## Question

An electron near a band edge answers an electric field as if it had a mass of its own. In the crystals below this effective mass runs from less than a tenth of the free-electron mass to about twice that mass, while the band gaps lie between a few tenths of an electronvolt and about 3 eV.

Semiconductors and insulators calculated with Ansatz 0.2.0: scalar-relativistic DFT with the PBE functional, plane waves and PAW, cutoff 420 eV, Gaussian smearing of 0.02 eV. Gaps are taken between band edges sought over the whole zone. Masses come from central differences with a step of 0.02 Å⁻¹ along Cartesian axes, for bands at or close to the edge.

```csv
system,spin,k mesh,space group,volume (Å³/atom),shortest distance (Å),band gap (eV),gap kind,"lightest electron mass along x, y or z (electron masses)","lightest hole mass along x, y or z (electron masses)"
Zn2O5 (P-3m1),collinear,12x12x2,P-3m1,16.94,1.22,0.348,indirect,2.23,0.224
SnTeS4 (P-3m1),none,12x12x2,P-3m1,28.16,2.62,0.616,indirect,0.264,0.647
Si5Ge2 (R32),none,6x6x6,R32,23.34,2.37,0.676,indirect,0.161,0.157
ZnCd3Se3S (R3m),none,6x6x6,R3m,27.12,2.39,0.701,direct,0.0762,0.0726
HfIn2Se5 (P3m1),none,12x12x2,P3m1,30.25,2.54,0.743,indirect,0.233,0.256
B5P (P4mm),none,6x6x6,P4mm,13.48,1.70,0.881,indirect,0.257,0.273
MgCd2Te3 (I-4m2),none,8x8x8,I-4m2,35.63,2.82,1.100,direct,0.0982,0.0925
In2GeO4 (P1),none,6x6x4,P1,18.09,1.77,1.621,direct,0.486,1.40
Al2N3 (P-3m1),none,12x12x2,P-3m1,14.43,1.10,1.878,indirect,1.20,1.22
Ga2GeO5 (Pmc2_1),none,10x4x4,Pmc2_1,12.45,1.71,1.961,indirect,0.239,0.993
B5C2 (C2/m),none,6x6x6,C2/m,6.90,1.60,2.526,indirect,0.342,0.348
Mg2CdS3 (Cmc2_1),none,6x6x4,Cmc2_1,24.02,2.46,2.565,direct,0.234,0.236
Ga2SnO4 (P1),none,6x6x6,P1,16.27,1.83,2.705,indirect,0.527,0.975
BaHf2O5 (Cmmm),none,6x6x6,Cmmm,14.41,2.07,3.283,indirect,0.367,1.89
```

A gap is direct if the highest valence state and the lowest conduction state have the same wave vector. Only in ZnCd3Se3S, MgCd2Te3 and Mg2CdS3 do both of these states lie at the zone centre, where the wave vector is zero.

(a) Explain why a narrow gap can make carriers light.

(b) Reduce the explanation to a rule with one constant that can be used in the head. Apply it to ZnCd3Se3S and Mg2CdS3.

(c) Judge the rule over the whole table and say where it must not be used.

## Model answer

**(a)** Take an alkali atom in a weak electric field. The field mixes its outer s level with the p level above it, and the two move apart by an amount that goes as the field squared divided by their distance. In the three zone-centre crystals the conduction edge should be s-like and the valence edge p-like, as is usual for such compounds of zinc, cadmium and magnesium. There the wave number $k$ plays the part of the field: away from $k=0$ the edges mix and repel each other. The comparison covers this mixing only, since an electron in a crystal also has kinetic energy of its own and further bands to mix with.

Repulsion that grows as $k^2$ is curvature, and strong curvature means a small mass. Let $E_g$ be the gap, $m_0$ the free-electron mass, and $m_e$ and $m_h$ the electron and hole masses in units of $m_0$. Second-order perturbation theory, known here as k·p theory, gives for the conduction band

$$E(k)=E(0)+\frac{\hbar^2k^2}{2m_0}+\frac{\hbar^2k^2}{m_0^2}\,\frac{|p|^2}{E_g},$$

where $p$ is the momentum matrix element between the two edges. Comparing this with $\hbar^2k^2/(2m_em_0)$, and doing the same for the valence band that is pushed down, yields

$$\frac1{m_e}=\frac{E_P}{E_g}+1,\qquad \frac1{m_h}=\frac{E_P}{E_g}-1,\qquad E_P=\frac{2|p|^2}{m_0}.$$

A momentum of Planck's constant divided by the lattice spacing puts $E_P$ near 16 eV in these crystals, a crude figure good only for the order of magnitude. That is well above the gaps, so the repulsion outweighs the free-electron term, and a narrower gap gives a lighter carrier.

**(b)** The two formulas differ only in the sign of the 1, which the table can test. Half the difference between $1/m_e$ and $1/m_h$ should be 1, but in the three zone-centre rows it lies between −0.33 and 0.02. Theory offers a reason: bands higher up push both edges downwards as $k$ grows and so oppose the free-electron term. Their share was not calculated separately, and the test fixes only its average over the two edges; on that average the masses behave as if the two nearly cancelled. Dropping the 1 leaves one rule for electrons and light holes:

$$m\approx\frac{E_g}{10\ \text{eV}}.$$

The constant is the mean of gap over electron mass in the three zone-centre rows, 10.45 eV, rounded to 10. Both worked examples therefore belong to the rows that set it.

For ZnCd3Se3S the gap is 0.701 eV, and $0.701/10=0.070$. The calculated electron mass is 0.0762, so the estimate is 8% too light.

For Mg2CdS3 the gap is 2.565 eV, and $2.565/10\approx0.26$. The calculated mass is 0.234, so the estimate is about 10% too heavy. Between the two crystals the gap grows by a factor of 3.7 and the mass by 3.1, which is close to proportion.

**(c)** In the three zone-centre rows the rule meets the electron mass within 12% and the lightest hole mass within 19%. A fairer measure takes the constant from two of these rows and predicts the electron mass of the third, which then misses by 7 to 17%. Three crystals are a thin basis, so an uncertainty of one fifth is a sensible figure to carry along. Most crystals in the table are also invented, and their relaxation kept the symmetry of the start, so some may not be stable as calculated.

In the other eleven rows the electron is heavier than the rule says, typically by a factor of three. One reason lies in the derivation: mixing connects only states with the same wave vector. For an indirect gap the energy in the denominator should be the vertical distance at the conduction edge, which is larger than the printed gap. The rule then starts from too small an energy and returns too small a mass. The spread is wide, though. In Ga2GeO5 the conduction edge lies at the zone centre and only the valence edge lies elsewhere; the rule is then 18% too light for the electron, while the hole is five times heavier than it says.

Si5Ge2 and B5P show how far this correction goes. Their smallest vertical gaps on the calculated mesh are 1.49 and 1.09 eV. For Si5Ge2 the calculated band energies place this gap at the conduction edge itself, and the rule then gives 0.15, close to the calculated 0.161. For B5P it lies at the valence edge instead. At the conduction edge the vertical distance is 2.29 eV, and the rule then gives 0.23, against 0.257. The vertical distance thus removes most of the miss for both electrons. It does not do so for the hole in B5P: the 1.09 eV at the valence edge gives 0.11, against 0.273, so there the distance alone does not explain the mass. For both crystals, and for Zn2O5, a band crossing between the sampled points may also have been missed.

The rule must not be used where the edge states are confined to small molecular units. Al2N3 contains a nitrogen contact as short as in the N₂ molecule. Zn2O5 has an oxygen contact like that in O₂ and is magnetic, which suggests such a unit with unpaired electrons. Electrons pass poorly between separate molecules, so flat bands and large masses are plausible, although the character of the edge states was not resolved. The rule is too light by a factor of 6 for Al2N3 and 64 for Zn2O5. The second figure is the less certain: the magnetic calculation started from a single order and may have ended above the lowest state.

The output printed below gives the rule's result for every row and compares it with the textbook form that keeps the 1.

## Remarks on the reasoning

**"Direct" is not enough.** In2GeO4 has a direct gap, yet its electron is three times heavier than the rule says. Its edges lie on the boundary of the zone, where the simple pairing of an s-like with a p-like state need not hold. A candidate who checks only the gap kind will apply the rule here and go wrong.

**A good number can come from a wrong case.** For BaHf2O5 the rule is only 11% too light, although the two edges have different wave vectors. The derivation does not cover this crystal, so the agreement is no evidence for it. The condition has to be checked before the number.

**Electron masses alone do not justify dropping the 1.** With $E_P=9$ eV, set by the same three electron masses, the textbook form meets them within 11%, as well as the short rule does. It fails for the light holes, which it makes up to 69% too heavy. The case for the short rule therefore rests on the hole masses, and these are the less secure column: spin-orbit coupling is missing, and bands were followed by energy order, which can mislead where they cross.

**A light hole is light along one axis.** A field along z mixes the s level of an atom only with the p orbital that points along z, and the crystal behaves alike. In Mg2CdS3 the top valence band has a hole mass of 0.24 along z but about 3 along x and y. The next two valence bands are each light along one of the other axes. The electron, by contrast, has nearly the same mass along all three, as befits an s-like state. The three valence bands lie within a few hundredths of an electronvolt of one another, about the thermal energy at room temperature, so all three should carry holes and the crystal should be far less directional than its top band alone.

**The constant belongs to these calculated gaps.** The functional used here generally makes gaps too small, and with them the masses of such zone-centre electrons. Spin-orbit coupling would narrow the gap of the telluride MgCd2Te3 further, by a few tenths of an electronvolt. Anyone who starts from a measured gap should set the constant anew from a related crystal whose mass is known. What carries over is the proportion: if a substitution widens the gap and leaves both edges at the zone centre with the same character, the electron is expected to become heavier by roughly the same factor. The scatter is not small: from ZnCd3Se3S to MgCd2Te3 the gap grows by 1.6 and the mass by only 1.3.

The analysis program printed:

```
Rule mass = gap in eV / 10 against the table:
               row  rule mass  electron miss %  electron mass / rule  hole miss %  hole mass / rule  gap / electron mass in eV
     Zn2O5 (P-3m1)     0.0348           -98.44                 64.08       -84.46             6.437                     0.1561
    SnTeS4 (P-3m1)     0.0616           -76.67                 4.286       -90.48              10.5                      2.333
      Si5Ge2 (R32)     0.0676           -58.01                 2.382       -56.94             2.322                      4.199
   ZnCd3Se3S (R3m)     0.0701           -8.005                 1.087       -3.444             1.036                      9.199
   HfIn2Se5 (P3m1)     0.0743           -68.11                 3.136       -70.98             3.445                      3.189
        B5P (P4mm)     0.0881           -65.72                 2.917       -67.73             3.099                      3.428
  MgCd2Te3 (I-4m2)       0.11            12.02                0.8927        18.92            0.8409                       11.2
      In2GeO4 (P1)     0.1621           -66.65                 2.998       -88.42             8.637                      3.335
     Al2N3 (P-3m1)     0.1878           -84.35                  6.39       -84.61             6.496                      1.565
  Ga2GeO5 (Pmc2_1)     0.1961           -17.95                 1.219       -80.25             5.064                      8.205
       B5C2 (C2/m)     0.2526           -26.14                 1.354       -27.41             1.378                      7.386
  Mg2CdS3 (Cmc2_1)     0.2565            9.615                0.9123        8.686            0.9201                      10.96
      Ga2SnO4 (P1)     0.2705           -48.67                 1.948       -72.26             3.604                      5.133
    BaHf2O5 (Cmmm)     0.3283           -10.54                 1.118       -82.63             5.757                      8.946
Mean of gap / electron mass over the three zone-centre rows, eV: 10.45
Leave-one-out electron misses of the short rule, zone-centre rows, %: -16.98, 11.12, 7.46
Mean textbook constant Ep, eV: 8.999
Textbook electron misses, zone-centre rows, %: -5.159, 10.92, -5.209
Textbook light-hole misses, zone-centre rows, %: 16.36, 50.55, 68.93
Half the difference of inverse electron and hole masses, zone-centre rows: -0.3254, -0.3138, 0.01811
Gap of Mg2CdS3 over gap of ZnCd3Se3S: 3.659
Electron mass of Mg2CdS3 over that of ZnCd3Se3S: 3.071
Smallest electron mass / rule in the other eleven rows: 1.118
Median electron mass / rule in the other eleven rows: 2.917
Largest electron mass / rule in the other eleven rows: 64.08
Si5Ge2 rule mass from its smallest vertical gap: 0.1486
B5P rule mass from its smallest vertical gap: 0.1086
Mg2CdS3 electron mass, heaviest over lightest axis, excess %: 7.051
Crude size of Ep from the lattice, mean of zone-centre rows, eV: 16.21
Band energy at the finite step in ZnCd3Se3S, % of its gap: 2.853
```
